**SbH along the bond in a mixed-spin determinant**

The table holds energy, dipole, Löwdin charge, level gap and Mayer bond order of SbH at twelve bond lengths, from unrestricted PBE0/def2-TZVP with a core potential on Sb and no spin-orbit coupling. The program tests a Morse curve that levels off at the separated atoms, and a point-charge model of the dipole. The Morse curve, set by the depth and curvature at the minimum, lies 0.63 eV too low at the longest bond. Morse fits with a free limit end above zero, but the limit depends strongly on the rows used. Point charges from the Löwdin analysis give the wrong sign of the dipole at short range and the wrong slope near the minimum.

SbH at fixed bond lengths, computed in PySCF 2.14.0 with unrestricted PBE0/def2-TZVP, a 28-electron core potential on Sb and no spin-orbit coupling. The determinant is held with one spin-up and one spin-down electron in different π orbitals. Energies are relative to the separated high-spin atoms; a positive dipole means that Sb, the first atom, is the negative end.

## Numerical check

```python
# Table: SbH, pi-up/pi-down determinant, UKS PBE0/def2-TZVP+ECP (PySCF), no spin-orbit: energy (from high-spin
# atoms), dipole, Loewdin charge, gap, Mayer order vs r. Tested: Morse (limit zero vs free), point-charge dipole, state mix.
T = {
    'r': [1.478, 1.546, 1.615, 1.667, 1.718, 1.77, 1.838, 1.924, 2.027, 2.165, 2.371, 2.663],  # Å
    'e': [-1.699, -2.004, -2.177, -2.241, -2.258, -2.239, -2.169, -2.028, -1.806, -1.46, -0.904, -0.147],  # eV
    'dipole': [0.27, 0.14, 0.0, -0.1, -0.21, -0.31, -0.45, -0.62, -0.83, -1.1, -1.49, -1.98],  # D
    'q': [0.11, 0.09, 0.07, 0.06, 0.05, 0.05, 0.04, 0.04, 0.04, 0.04, 0.05, 0.08],  # e
    'gap': [2.95, 2.95, 2.96, 2.96, 2.96, 2.96, 2.96, 2.97, 2.97, 2.98, 3.0, 3.01],  # eV
    'mayer': [0.97, 0.97, 0.97, 0.97, 0.97, 0.97, 0.97, 0.98, 0.98, 0.98, 0.98, 0.98],
}
import numpy as np
from scipy import constants as C
from scipy.optimize import curve_fit
r, E, mu, q, gap, bo = (np.array(T[k], float) for k in ("r", "e", "dipole", "q", "gap", "mayer"))
# further output of the same calculation, and <S^2> of the caption
mull = np.array([0.0045218, 0.0028278, 0.0031172, 0.0045214, 0.0068675, 0.010077, 0.01558, 0.024145, 0.036264, 0.054147, 0.080845, 0.11186])
low = np.array([0.10716, 0.086055, 0.069483, 0.0596, 0.051677, 0.045489, 0.039634, 0.035715, 0.035096, 0.039444, 0.052504, 0.075043])
re_run, k_run, lz2, s2, m1, m2 = 1.7152, 2.2312, 2.0243, 1.008, 120.9, 1.0078
eA = C.e * 1e-10 / (1e-21 / C.c)   # debye per e*Angstrom
kc = C.e / 1e-20 / 100             # mdyn/A per eV/A^2
print(f"state: triplet weight S2/2 = {s2/2:.3f}, singlet {1-s2/2:.3f}; Delta weight Lz2/4 = {lz2/4:.3f}; ideal 0.5")
def local(rr, ee, n=8):
    p = np.poly1d(np.polyfit(rr[:n] - 1.7, ee[:n], 4))
    x = min(p.deriv().roots, key=lambda z: abs(z)).real
    return x + 1.7, p(x), p.deriv(2)(x)
wn = lambda k: np.sqrt(k * kc * 100 / (m1 * m2 / (m1 + m2) * C.u)) / (2 * np.pi * C.c * 100)
re, Em, k = local(r, E)
rng = np.random.default_rng(0)
mc = np.array([local(r + rng.uniform(-5e-4, 5e-4, 12), E + rng.uniform(-5e-4, 5e-4, 12)) for _ in range(500)]).std(0)
print(f"quartic, first 8 rows (near minimum): re {re:.4f}+-{mc[0]:.4f} A, Emin {Em:.4f}+-{mc[1]:.4f} eV")
print(f" k {k:.2f}+-{mc[2]:.2f} eV/A2 = {k*kc:.3f} mdyn/A; run: re {re_run}, k {k_run} ({100*(k*kc/k_run-1):+.1f} %)")
print(f" harmonic wavenumber {wn(k):.0f}+-{wn(k)*mc[2]/2/k:.0f} cm-1; from run's k {wn(k_run/kc):.0f} cm-1")
mo = lambda x, D, a, r0, Ei: Ei - D + D * (1 - np.exp(-a * (x - r0)))**2
D0 = -Em; a0 = np.sqrt(k / (2 * D0))
A = mo(r, D0, a0, re, 0) - E
print(f"Morse A (limit 0, from re,k,Emin): D {D0:.3f} eV, a {a0:.3f} 1/A, max slope {D0*a0/2:.2f} eV/A at {re+np.log(2)/a0:.2f} A")
pz = curve_fit(lambda x, D, a, r0: mo(x, D, a, r0, 0), r, E, [D0, a0, re])[0]
Z = mo(r, *pz, 0) - E
print(f"Morse Z (limit 0, fitted, all rows): D {pz[0]:.2f}, a {pz[1]:.2f}, rms {np.sqrt(np.mean(Z**2)):.3f}, worst {abs(Z).max():.3f} eV")
for n in (8, 10, 12):
    pf = curve_fit(mo, r[:n], E[:n], [3.5, 1.4, re, 1.2])[0]
    B = mo(r, *pf) - E
    print(f"Morse B free limit, first {n} rows: D {pf[0]:.2f}, a {pf[1]:.2f}, re {pf[2]:.3f}, limit {pf[3]:+.2f} eV, rms(fit) {np.sqrt(np.mean(B[:n]**2)):.4f}, last row {B[-1]:+.3f}")
sl = np.diff(E) / np.diff(r)
print("last four E slopes, eV/A:", np.round(sl[-4:], 2), f"; straight-line zero of E at {r[-1]-E[-1]/sl[-1]:.2f} A (extrapolated)")
floor = 5e-4 * (1 + abs(np.gradient(E, r)))
lin = np.polyfit(r, mu, 1); lin8 = np.polyfit(r[:8], mu[:8], 1)
muL, muM = -low * r * eA, -mull * r * eA
print("r/A  floorE  A-E    B12-E /eV | mu   -qL*r  -qM*r  mu-(L) mu-(M) line-mu /D")
for i in range(12):
    print(f"{r[i]:.3f} {floor[i]:.4f} {A[i]:+.3f} {B[i]:+.3f} | {mu[i]:+.2f} {muL[i]:+.2f} {muM[i]:+.2f} {mu[i]-muL[i]:+.2f} {mu[i]-muM[i]:+.2f} {np.polyval(lin, r[i])-mu[i]:+.3f}")
print(f"dipole line all rows: slope {lin[0]:.3f} D/A = {lin[0]/eA:.3f} e; rounding floor 0.005 D")
print(f"dipole line first 8: slope {lin8[0]:.3f} D/A = {lin8[0]/eA:.3f} e, zero at {-lin8[1]/lin8[0]:.3f} A, mu(re) {np.polyval(lin8, re):+.2f} D")
print(f" that line misses last row by {np.polyval(lin8, r[-1])-mu[-1]:+.2f} D; last-interval slope {(mu[-1]-mu[-2])/(r[-1]-r[-2]):.2f} D/A")
print(f"point-charge slopes at row 5: Loewdin {np.gradient(muL, r)[4]:+.2f}, Mulliken {np.gradient(muM, r)[4]:+.2f} D/A")
print(f"charge -mu/r needed: first {-mu[0]/r[0]/eA:+.3f}, row 5 {-mu[4]/r[4]/eA:+.3f}, last {-mu[-1]/r[-1]/eA:+.3f} e")
print(f"Loewdin q range {q.min():.2f}-{q.max():.2f} e, min at {r[low.argmin()]:.3f} A; Mulliken {mull.min():.3f}-{mull.max():.3f} e")
print(f"total dipole change {mu[-1]-mu[0]:+.2f} D; Loewdin model {muL[-1]-muL[0]:+.2f}; Mulliken model {muM[-1]-muM[0]:+.2f}")
print(f"gap change {gap[-1]-gap[0]:+.2f} eV ({100*(gap[-1]/gap[0]-1):.1f} %, rounding 0.005) while r grows {100*(r[-1]/r[0]-1):.0f} %")
print(f"gap slope {np.polyfit(r, gap, 1)[0]:.3f} eV/A; corr with r {np.corrcoef(gap, r)[0,1]:.2f}, Mulliken {np.corrcoef(gap, mull)[0,1]:.2f}, Loewdin {np.corrcoef(gap, low)[0,1]:.2f}")
print(f"Mayer change {bo[-1]-bo[0]:+.2f} (one unit of rounding); well depth left at last row {100*E[-1]/Em:.1f} %")
print("exchange count Sb p3: all up 3K, up-down-up 1K; loss 2K = 2/3 of 4S-2D (3K)")
assert mu[0] > 0 > mu[-1] and np.all(np.diff(mu) < 0) and np.all(q > 0)
assert E.argmin() == 4 and sl[-1] > D0 * a0 / 2
assert np.ptp(gap) < 0.1 and np.ptp(bo) < 0.02
```

It prints:

```
state: triplet weight S2/2 = 0.504, singlet 0.496; Delta weight Lz2/4 = 0.506; ideal 0.5
quartic, first 8 rows (near minimum): re 1.7147+-0.0003 A, Emin -2.2578+-0.0003 eV
 k 13.78+-0.11 eV/A2 = 2.208 mdyn/A; run: re 1.7152, k 2.2312 (-1.1 %)
 harmonic wavenumber 1936+-8 cm-1; from run's k 1947 cm-1
Morse A (limit 0, from re,k,Emin): D 2.258 eV, a 1.747 1/A, max slope 1.97 eV/A at 2.11 A
Morse Z (limit 0, fitted, all rows): D 2.32, a 2.16, rms 0.132, worst 0.378 eV
Morse B free limit, first 8 rows: D 3.38, a 1.44, re 1.714, limit +1.12 eV, rms(fit) 0.0008, last row -0.232
Morse B free limit, first 10 rows: D 3.80, a 1.37, re 1.716, limit +1.54 eV, rms(fit) 0.0015, last row -0.113
Morse B free limit, first 12 rows: D 4.36, a 1.26, re 1.720, limit +2.11 eV, rms(fit) 0.0057, last row -0.006
last four E slopes, eV/A: [2.16 2.51 2.7  2.59] ; straight-line zero of E at 2.72 A (extrapolated)
r/A  floorE  A-E    B12-E /eV | mu   -qL*r  -qM*r  mu-(L) mu-(M) line-mu /D
1.478 0.0027 +0.033 -0.008 | +0.27 -0.76 -0.03 +1.03 +0.30 -0.016
1.546 0.0023 +0.011 +0.007 | +0.14 -0.64 -0.02 +0.78 +0.16 -0.017
1.615 0.0014 +0.001 +0.006 | +0.00 -0.54 -0.02 +0.54 +0.02 -0.010
1.667 0.0009 +0.000 +0.004 | -0.10 -0.48 -0.04 +0.38 -0.06 -0.010
1.718 0.0005 +0.000 +0.000 | -0.21 -0.43 -0.06 +0.22 -0.15 +0.001
1.770 0.0008 +0.000 -0.002 | -0.31 -0.39 -0.09 +0.08 -0.22 +0.001
1.838 0.0011 -0.004 -0.006 | -0.45 -0.35 -0.14 -0.10 -0.31 +0.010
1.924 0.0014 -0.018 -0.006 | -0.62 -0.33 -0.22 -0.29 -0.40 +0.014
2.027 0.0017 -0.053 -0.004 | -0.83 -0.34 -0.35 -0.49 -0.48 +0.026
2.165 0.0018 -0.128 +0.004 | -1.10 -0.41 -0.56 -0.69 -0.54 +0.029
2.371 0.0018 -0.303 +0.010 | -1.49 -0.60 -0.92 -0.89 -0.57 +0.022
2.663 0.0018 -0.632 -0.006 | -1.98 -0.96 -1.43 -1.02 -0.55 -0.051
dipole line all rows: slope -1.928 D/A = -0.401 e; rounding floor 0.005 D
dipole line first 8: slope -2.004 D/A = -0.417 e, zero at 1.615 A, mu(re) -0.20 D
 that line misses last row by -0.12 D; last-interval slope -1.68 D/A
point-charge slopes at row 5: Loewdin +0.88, Mulliken -0.48 D/A
charge -mu/r needed: first -0.038, row 5 +0.025, last +0.155 e
Loewdin q range 0.04-0.11 e, min at 2.027 A; Mulliken 0.003-0.112 e
total dipole change -2.25 D; Loewdin model -0.20; Mulliken model -1.40
gap change +0.06 eV (2.0 %, rounding 0.005) while r grows 80 %
gap slope 0.052 eV/A; corr with r 0.98, Mulliken 0.98, Loewdin -0.21
Mayer change +0.01 (one unit of rounding); well depth left at last row 6.5 %
exchange count Sb p3: all up 3K, up-down-up 1K; loss 2K = 2/3 of 4S-2D (3K)
```
